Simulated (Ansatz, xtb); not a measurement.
Two isomers of CH4OSb−

Structure a is `C[O][SbH-]`, a singlet and structure b is `[CH3][SbH][O-]`, a singlet. Both are isolated ions in the gas phase, relaxed with B3LYP-D3(BJ)/def2-SVPD; the shapes shown needn't be the lowest conformers.

a (Å):

```tsv
atom	x (Å)	y (Å)	z (Å)
C	-0.7988	-0.1029	1.2459
O	-0.3262	-0.3909	-0.0258
Sb	1.5176	0.4838	-0.5914
H	-1.1646	0.9453	1.3417
H	-1.6538	-0.7725	1.4878
H	0.8379	2.1026	-0.6600
H	-0.0274	-0.2356	2.0367
```

b (Å):

```xyz
7

C     0.3867    0.6367   -0.2866
O     2.6651    0.1000    1.9359
Sb    1.0963    1.1917    1.7757
H     1.0154    1.1437   -1.0347
H    -0.6677    0.9175   -0.4476
H     0.5025   -0.4512   -0.4027
H    -0.1914    0.1399    2.4455
```

Quicker runs give these differences E(b) − E(a): GFN2-xTB −8.66 kcal/mol; HF/STO-3G +49.52 kcal/mol (at GFN2-xTB geometries); r2SCAN-D4/def2-SVPD +2.53 kcal/mol (at GFN2-xTB geometries).

Which of the two would you expect CCSD(T)/def2-SVPD + ΔMP2/def2-TZVPPD electronic energies to favour?

Not settled: CCSD(T)/def2-SVPD + ΔMP2/def2-TZVPPD gives E(b) − E(a) = −1.14 kcal/mol, but this leans on the basis-set step: CCSD(T) alone gives +1.02 kcal/mol.

The same difference at several levels:

| level | geometry | E(b) − E(a) (kcal/mol) | departure from the last row (kcal/mol) | job, with rough time for the two |
| --- | --- | --- | --- | --- |
| GFN2-xTB | GFN2-xTB | −8.66 | −7.53 | optimisation, 0.17 s |
| HF/STO-3G | GFN2-xTB | +49.52 | +50.66 | single point, 0.5 s |
| r2SCAN-D4/def2-SVPD | GFN2-xTB | +2.53 | +3.67 | single point, 4 s |
| B3LYP-D3(BJ)/def2-SVPD | B3LYP-D3(BJ)/def2-SVPD | +2.94 | +4.07 | optimisation, 43 s |
| HF/def2-SVPD | B3LYP-D3(BJ)/def2-SVPD | +16.39 | +17.53 | part of the CCSD(T) run |
| MP2/def2-SVPD | B3LYP-D3(BJ)/def2-SVPD | −3.07 | −1.94 | part of the CCSD(T) run |
| CCSD(T)/def2-SVPD | B3LYP-D3(BJ)/def2-SVPD | +1.02 | +2.16 | single point |
| CCSD(T)/def2-SVPD + ΔMP2/def2-TZVPPD | B3LYP-D3(BJ)/def2-SVPD | −1.14 |  | single point, 37 s |

As drawn, b has 1 C–Sb in place of 1 C–O.

HF/STO-3G, r2SCAN-D4/def2-SVPD, B3LYP-D3(BJ)/def2-SVPD, HF/def2-SVPD, CCSD(T)/def2-SVPD put the two in the other order. The largest departure from CCSD(T)/def2-SVPD + ΔMP2/def2-TZVPPD is that of HF/STO-3G, 50.66 kcal/mol. The last row adds to CCSD(T) the change of the MP2 difference between the two basis sets, here −2.16 kcal/mol.

With harmonic frequencies from B3LYP-D3(BJ)/def2-SVPD (ideal gas, rigid rotor, one conformer each, 298.15 K, 1 atm): on the last row, ΔE + ΔZPE = −2.57, ΔH = −2.57, ΔG = −2.56 kcal/mol.

The correlated steps freeze 6 core orbitals; the filled d shell of Sb is correlated, in a basis made for valence electrons. Atoms past krypton carry core potentials in the def2 sets, other sets are all-electron and non-relativistic, and no spin–orbit term is included. Programs: Ansatz 0.2.0, xtb 6.7.1; the last row on 2 threads of Arm Neoverse V1 on a shared host.

The near-degeneracy reflects two opposing bonding effects. Structure a keeps the strong C–O bond but leaves antimony formally Sb(I), with the negative charge largely in its lone pairs. Structure b gives up that bond for a weaker C–Sb one, and in return gains Sb(III) and a shorter, strongly polar terminal Sb–O bond, with much of the charge on electronegative oxygen. Hartree–Fock favours a clearly, whereas correlation nearly cancels that preference, probably because it stabilises the compact, electron-rich Sb–O unit of b more. MP2 overshoots this correction relative to CCSD(T) in the same basis.

Vibrations also favour b, plausibly because replacing C–O with C–Sb softens the skeletal modes. This zero-point shift exceeds the small CCSD(T)/def2-SVPD preference for a, so adding it would tip even that result towards b. The evidence therefore leans modestly towards b without establishing a secure order. Nor does a small energy difference imply easy interconversion, which would require methyl migration between oxygen and antimony.
